# Sequential coupling in a tier model: the acetylenic CH stretch

Two molecules share a chromophore: tert-butylacetylene, (CH$_3$)$_3$C–C≡C–H, and its silicon analogue, (CH$_3$)$_3$Si–C≡C–H. In both, one quantum of the acetylenic CH stretch carries approximately 0.41 eV. The silicon compound has the softer frame and therefore more vibrational states per unit energy. A golden rule with a fixed coupling and the total density of states would make it relax faster, yet it is typically known as the slower one. I will derive the formula that makes this possible, and show what must be assumed before it does.

## Premises and conventions

The molecule is isolated and cold, a few kelvin in a jet, so it starts from one level and evolves under its own Hamiltonian. Rotation is left out, and only states of the symmetry of the bright state are counted. Matrix elements are real. Every $\Gamma$ is an energy, a full width at half maximum, and the population decay rate is $\Gamma/\hbar$.

1. One zero-order state $|s\rangle$, of energy $E_s$, carries all the absorption strength.
2. It couples, with elements $v_j$, only to first-tier states $|j\rangle$ of energy $E_j$, the doorways. These are diagonalised among themselves.
3. All remaining states are diagonalised among themselves and form the second tier $|k\rangle$, of energy $E_k$ and density $\rho_2$. They couple to the doorways with elements $w_{jk}$ and not to $|s\rangle$.
4. The second tier is dense on the scale of the width we are after.
5. Different doorways decay independently.

Premises 4 and 5 get a precise form when they are used.

## Step 1: what we need

Let $G(z)=\langle s|(z-H)^{-1}|s\rangle$. With eigenstates $|n\rangle$ of $H$, $G(z)=\sum_n |\langle s|n\rangle|^2/(z-E_n)$. Since $-\pi^{-1}\,\mathrm{Im}\,(x+i\eta)^{-1}$ is a normalised Lorentzian that tends to $\delta(x)$, the absorption line shape is $I(E)=-\pi^{-1}\,\mathrm{Im}\,G(E+i\eta)$. The survival amplitude is its Fourier transform, $a(t)=\int I(E)\,e^{-iEt/\hbar}\,dE$. A pole of the continued $G$ at $E^*=\epsilon-i\Gamma/2$ with residue $Z$ contributes $Z e^{-iE^*t/\hbar}$ to $a(t)$, that is a population $|Z|^2e^{-\Gamma t/\hbar}$.

## Step 2: exact elimination

Write $|\psi\rangle=(z-H)^{-1}|s\rangle$ with components $c_s=G$, $c_j$, $c_k$. The equation $(z-H)|\psi\rangle=|s\rangle$ reads, tier by tier,

$$(z-E_s)c_s-\sum_j v_jc_j=1,$$
$$(z-E_j)c_j-v_jc_s-\sum_k w_{jk}c_k=0,$$
$$(z-E_k)c_k-\sum_{j'} w_{j'k}c_{j'}=0 .$$

The last line has no $c_s$, by premise 3. It gives $c_k=\sum_{j'}w_{j'k}c_{j'}/(z-E_k)$. Insert this in the middle line:

$$\sum_{j'}M_{jj'}c_{j'}=v_jc_s,\qquad M_{jj'}=(z-E_j)\delta_{jj'}-\sigma_{jj'}(z),\qquad \sigma_{jj'}(z)=\sum_k\frac{w_{jk}w_{j'k}}{z-E_k}.\tag{1}$$

So $c_j=\sum_{j'}(M^{-1})_{jj'}v_{j'}c_s$, and the first line becomes

$$G(z)=\frac{1}{z-E_s-\Sigma(z)},\qquad \Sigma(z)=\sum_{jj'}v_j\,(M^{-1})_{jj'}\,v_{j'} .\tag{2}$$

Nothing has been approximated so far.

## Step 3: the second tier as a continuum

Set $z=E+i\eta$. If $\eta\rho_2\gg1$, many levels lie under each Lorentzian and the sum over $k$ becomes $\int\rho_2\,dE_k$. If $\eta$ is also small against the scale on which $\rho_2$ and the mean couplings vary, then $(x+i\eta)^{-1}\to P(1/x)-i\pi\delta(x)$ and

$$\sigma_{jj'}(E)=\Delta_{jj'}(E)-\tfrac{i}{2}\Gamma_{jj'}(E),\qquad \Gamma_{jj'}(E)=2\pi\rho_2(E)\,\overline{w_{jk}w_{j'k}},\tag{3}$$

where the bar averages over levels near $E$ and $\Delta$ is the principal-value integral. The smoothing $\eta$ must not hide the line we want, so $1/\rho_2\ll\eta\ll\Gamma_s$. Such an $\eta$ exists only if $\Gamma_s\rho_2\gg1$, and that is premise 4.

*Question: An isolated molecule has discrete eigenstates. In what sense does anything decay?*

In the sense of a finite time window. With mean spacing $1/\rho_2$ the discreteness shows up at times of order $2\pi\hbar\rho_2$. The ratio of that time to the lifetime is $2\pi\Gamma_s\rho_2$. When it is large, the decay is over before the molecule resolves its own levels. This is the statistical limit of Bixon and Jortner (1968). When it is not large, the spectrum is a clump of separate lines, and only its envelope follows the formula below.

## Step 4: independent doorways

Premise 5 drops the off-diagonal $\sigma_{jj'}$. Then $M$ is diagonal. Write $\Gamma_j=\Gamma_{jj}$ and define the detuning from the shifted doorway, $D_j=E_s-E_j-\Delta_{jj}$. With $x=E-E_s$,

$$\Sigma(x)=\sum_j\frac{v_j^2}{x+D_j+i\Gamma_j/2}=\sum_j v_j^2\,\frac{x+D_j-i\Gamma_j/2}{(x+D_j)^2+\Gamma_j^2/4}.\tag{4}$$

## Step 5: the pole

The pole that grows out of $E_s$ solves $x^*=\Sigma(x^*)$. Take $\Gamma_j$ and $\Delta_{jj}$ constant over the small range $|x^*|$ and expand to first order: $x^*=\Sigma(0)+\Sigma'(0)x^*$, so $x^*=Z\,\Sigma(0)$ with $Z=[1-\Sigma'(0)]^{-1}$, which is also the residue at this order. From (4), $\Sigma'(0)=-\sum_jv_j^2/(D_j+i\Gamma_j/2)^2$, and therefore

$$|\Sigma'(0)|\le\lambda\equiv\sum_j\frac{v_j^2}{D_j^2+\Gamma_j^2/4}.\tag{5}$$

If $\lambda\ll1$ then $Z\approx1$. If also $|\Sigma(0)|\ll|D_j+i\Gamma_j/2|$ for the doorways that matter, the displacement of the pole does not change their denominators. Then $x^*\approx\Sigma(0)=\Delta_s-i\Gamma_s/2$, the line is a Lorentzian, and

$$\boxed{\Gamma_s=\sum_j\frac{v_j^2\,\Gamma_j}{D_j^2+\Gamma_j^2/4}},\qquad \Delta_s=\sum_j\frac{v_j^2D_j}{D_j^2+\Gamma_j^2/4}.\tag{6}$$

Each term is $2\pi v_j^2$ times a normalised Lorentzian of width $\Gamma_j$ read at the bright-state energy. It is a golden rule in which each doorway supplies its own spectral density. For a common width $\Gamma_1$, $\lambda=\Gamma_s/\Gamma_1$, so the first condition says that the bright state drains more slowly than the doorways.

*Question: At which energy is $\Gamma_j$ taken?*

At $E_s$, as (3) and (4) show, and not at $E_j$. Far from resonance it measures how strongly $|j\rangle$ couples to the levels that are degenerate with the bright state. It can differ much from the width that $|j\rangle$ would show at its own line centre.

## Limit A: one resonant, broad doorway

With $D=0$, (6) gives $\Gamma_s=4v^2/\Gamma_1$. For constant $\Gamma_1$ this case is solvable. The pole equation $x(x+i\Gamma_1/2)=v^2$ has the roots $x=-i\Gamma_1/4\pm\sqrt{v^2-\Gamma_1^2/16}$. For $v<\Gamma_1/4$ both are imaginary, and the narrower has the width

$$\Gamma_{\rm slow}=\frac{\Gamma_1}{2}\left[1-\sqrt{1-\frac{16v^2}{\Gamma_1^2}}\right]=\frac{4v^2}{\Gamma_1}\left(1+\frac{4v^2}{\Gamma_1^2}+\dots\right).\tag{7}$$

The relative correction is $\lambda$ itself. At $v=\Gamma_1/4$ the exact width is $\Gamma_1/2$, twice the value $\Gamma_1/4$ from (6). For larger $v$ the line is carried by two poles of equal width $\Gamma_1/2$, the population oscillates between $|s\rangle$ and the doorway, and there is no single rate.

*Question: A faster doorway gives a slower decay. Is that physical?*

Yes. The doorway has unit total spectral weight. Broadening spreads it out, and the density left at $E_s$ is $2/(\pi\Gamma_1)$. Multiply by $2\pi v^2$ and you have $4v^2/\Gamma_1$. Since $\Gamma_1\propto \overline{w^2}\rho_2$, more second-tier states at fixed coupling slow the decay here.

## Limit B: superexchange

For $|D|\gg\Gamma_1/2$, $\Gamma_s=v^2\Gamma_1/D^2$, with relative correction $-\Gamma_1^2/4D^2$, and (5) demands $v\ll|D|$. The bright state holds an admixture $v/D$ of the doorway and decays with the weight $(v/D)^2$ times the doorway width. The doorway population stays of order $(v/D)^2$ throughout. Here $\Gamma_s$ rises with $\Gamma_1$. Between the limits, setting the derivative of $\Gamma_1/(D^2+\Gamma_1^2/4)$ to zero gives a maximum at $\Gamma_1=2|D|$, where $\Gamma_s=v^2/|D|$.

*Question: You dropped the off-diagonal terms. How large can they be?*

In this limit we can keep them. Absorb the real part $\Delta_{jj'}$ by rediagonalising the first tier. Then at $x=0$, $M=\mathbf D+\tfrac i2\boldsymbol\Gamma$ with diagonal $\mathbf D$, and to first order $M^{-1}=\mathbf D^{-1}-\tfrac i2\mathbf D^{-1}\boldsymbol\Gamma\mathbf D^{-1}$. Equation (2) gives

$$\Gamma_s=\sum_{jj'}\frac{v_jv_{j'}}{D_jD_{j'}}\Gamma_{jj'}=2\pi\rho_2\,\overline{u_k^2},\qquad u_k=\sum_j\frac{v_jw_{jk}}{D_j}.\tag{8}$$

Paths through different doorways add as amplitudes. Write $\Gamma_{12}=\kappa\sqrt{\Gamma_{11}\Gamma_{22}}$, with $|\kappa|\le1$ by the Cauchy–Schwarz inequality. The cross term is $2\kappa v_1v_2\sqrt{\Gamma_{11}\Gamma_{22}}/(D_1D_2)$. For $|\kappa|$ near one it rivals the diagonal terms. Premise 5 is $|\kappa|\ll1$. It holds when the doorways reach mostly different zero-order states, or shared ones with mixed signs. A direct element $\langle s|H|k\rangle$, excluded by premise 3, would add to $u_k$ in the same way.

## Limit C: overlapping doorways

Take equal $v$ and $\Gamma_1$, and a first tier of density $\rho_1$. For an infinite ladder $D_n=\delta-n/\rho_1$, the pole expansion of the cotangent, $\sum_n(\zeta-n)^{-1}=\pi\cot\pi\zeta$ summed symmetrically, turns (4) into

$$\Sigma(x)=\pi v^2\rho_1\cot\!\left[\pi\rho_1\left(x+\delta+\tfrac i2\Gamma_1\right)\right].$$

With $\cot(a+ib)=(\sin2a-i\sinh2b)/(\cosh2b-\cos2a)$,

$$\Gamma_s=2\pi v^2\rho_1\,\frac{\sinh(\pi\Gamma_1\rho_1)}{\cosh(\pi\Gamma_1\rho_1)-\cos(2\pi\rho_1\delta)}\;\longrightarrow\;2\pi v^2\rho_1\left[1+2e^{-\pi\Gamma_1\rho_1}\cos(2\pi\rho_1\delta)\right].\tag{9}$$

For $\Gamma_1\rho_1\gg1$ the width is $2\pi v^2\rho_1$. $\Gamma_1$ has dropped out, and with it $w$ and $\rho_2$, the total density of states. The reason is that every Lorentzian has the same area whatever its width. At $\Gamma_1\rho_1=1$ the factor multiplying $2\pi v^2\rho_1$ already lies between $\tanh(\pi/2)=0.92$ and $\coth(\pi/2)=1.09$. In the limit $\Sigma(x)\to-i\pi v^2\rho_1$ for all $x$ near the real axis. The terms of $\Sigma'$ cancel, the bound (5) is no longer needed, and the line is Lorentzian even for $\Gamma_s>\Gamma_1$.

*Question: Real doorways are not evenly spaced.*

Then place them at random with density $\rho_1$. Each small energy interval is occupied independently with probability $\rho_1dD$, so a sum of terms $f(D)=v^2\Gamma_1/(D^2+\Gamma_1^2/4)$ has mean $\rho_1\int f\,dD=2\pi v^2\rho_1$ and variance $\rho_1\int f^2dD$. Using $\int dD\,(D^2+a^2)^{-2}=\pi/2a^3$ with $a=\Gamma_1/2$, the variance is $4\pi\rho_1v^4/\Gamma_1$. The relative scatter is $(\pi\Gamma_1\rho_1)^{-1/2}$: 56 per cent at $\Gamma_1\rho_1=1$ and 18 per cent at 10. Convergence is a power law, much slower than for the ladder. Unequal couplings replace $v^2$ by its mean and increase the scatter.

One more condition: the first tier has a finite extent $W$. For a band centred on $E_s$, $\rho_1\int_{-W/2}^{W/2}f\,dD=4v^2\rho_1\arctan(W/\Gamma_1)$. This is $2\pi v^2\rho_1$ for $\Gamma_1\ll W$, and $4Nv^2/\Gamma_1$ with $N=\rho_1W$ for $\Gamma_1\gg W$, which is limit A for $N$ doorways.

*Question: In limit B the rate is proportional to $\Gamma_1=2\pi\overline{w^2}\rho_2$. So the total density is back?*

Formally yes, but $\overline{w^2}$ is not independent of $\rho_2$. Undo the diagonalisation of premise 3 and sort those states into zero-order tiers. The elimination of step 2 repeats, and $\Gamma_j$ is given by (6) one level down, as a sum over the states directly coupled to $|j\rangle$. If those overlap, limit C fixes $\Gamma_j$ by their local density and coupling. Adding more remote states then raises $\rho_2$ and dilutes $\overline{w^2}$ in inverse proportion. The total density is irrelevant from the first overlapping tier onward. Stuchebrukhov and Marcus (1993) treated this pair of molecules with many tiers in that spirit.

## Range of validity

Equation (6) needs: no direct coupling past the first tier; $\Gamma_s\rho_2\gg1$ and times below $2\pi\hbar\rho_2$; $|\kappa|\ll1$; $\Gamma_j(E)$ taken at $E_s$ and smooth over $\Gamma_s$; and, for sparse doorways, $\lambda\ll1$ and $|\Sigma(0)|\ll|D_j+i\Gamma_j/2|$. Limit A needs $v\ll\Gamma_1/4$. Limit B needs $v,\ \Gamma_1/2\ll|D|$. Limit C needs $1/\rho_1\ll\Gamma_1\ll W$ and $\Gamma_s\ll W$. The other poles of $G$ lie near $x=-D_j-i\Gamma_j/2$, with residues near $v_j^2/(D_j+i\Gamma_j/2)^2$, whose magnitudes add up to $\lambda$. By step 1 their amplitudes decay as $e^{-\Gamma_jt/2\hbar}$, so at times below about $2\hbar/\Gamma_j$ they modify the exponential by a relative amount of order $\lambda$, as beats at the frequencies $|D_j|/\hbar$ for detuned doorways. The fitted width equals $\Gamma_s$ only when rotational congestion and instrumental broadening are removed.

*Question: Does this carry over to a solid, say Si–H on a passivated silicon surface?*

The structure does. The stretch quantum is typically 0.258 eV. The optical phonon of bulk silicon, 517 cm$^{-1}$ in the Ioffe Institute compilation, is 0.0641 eV, so the ratio is 4.0 and direct decay into bulk phonons is a high-order process. With a typical bend of 0.078 eV and its anharmonicity ignored, three bends lie at 0.234 eV, detuned by 0.024 eV, which is inside the phonon band. That state can act as a limit-B doorway, with $\Gamma_j(E_s)$ set by one-phonon emission. The direct coupling to the same final states must be estimated too, since it interferes as in (8).

## Numerical illustration

I give each molecule three doorways with $\Gamma_1=1.0$ meV, a doorway lifetime $\hbar/\Gamma_1=0.66$ ps. These are assumed inputs, not the output of a force field. They were chosen so that the model reproduces the typical lifetimes of this fundamental, roughly 0.2 ns for carbon and roughly 2 ns for silicon, so the outcome is no test of the theory. Doorways 1 and 2 involve frame modes and move away when silicon changes the frame frequencies. Doorway 3 is local to the acetylene group and stays.

| doorway | $v$ (meV) | $D$, C (meV) | term, C ($\mu$eV) | $D$, Si (meV) | term, Si ($\mu$eV) |
|---|---|---|---|---|---|
| 1 | 0.5 | 12 | 1.733 | 40 | 0.156 |
| 2 | 0.3 | −8 | 1.401 | −40 | 0.056 |
| 3 | 1.0 | 90 | 0.123 | 90 | 0.123 |
| sum before rounding | | | 3.257 | | 0.336 |

The model's lifetimes $\hbar/\Gamma_s$ are 0.20 ns and 2.0 ns, a ratio of 9.7. Three states in about 100 meV give $\Gamma_1\rho_1\approx0.03$, so this is limit B and individual detunings decide.

Now the conditions, for carbon, the less favourable case. $\lambda=0.0033$, and $\Delta_s=0.021$ meV against a nearest detuning of 8 meV. Iterating $x^*=\Sigma(x^*)$ to convergence gives a width of 3.248 $\mu$eV, which is 0.3 per cent below (6). The pole approximation is safe. For premise 4, assume total densities of 4 and 80 states per $\mu$eV, illustrative orders of magnitude. Then $\Gamma_s\rho_2=13$ and 27, both in the statistical limit. A golden rule with fixed coupling would make silicon 20 times faster. In the model the rms effective coupling $\sqrt{\Gamma_s/2\pi\rho_2}$ is not fixed: it is 0.36 $\mu$eV for carbon and 0.026 $\mu$eV for silicon.

*Question: Which assumption would you distrust first?*

Two. First, interference. For doorways 1 and 2 of carbon, (8) gives 3.14 $\mu$eV at $\kappa=0$ and a cross term of magnitude $3.1\,|\kappa|$ $\mu$eV. Full correlation would give 6.27 or 0.017 $\mu$eV, depending on the sign. Even $|\kappa|=0.1$ shifts the width by about a tenth, so the table's decimals are arithmetic and two figures are already generous. Second, the equal doorway widths. If $\Gamma_1$ followed the total density and were 20 meV for silicon, (6) would give 6.4 $\mu$eV, faster than carbon. The slower silicon compound therefore needs both parts of the argument: doorways far from resonance, as in limit B, and doorway widths fixed by an overlapping tier below them, as in limit C, so that the larger total density does not reach the rate.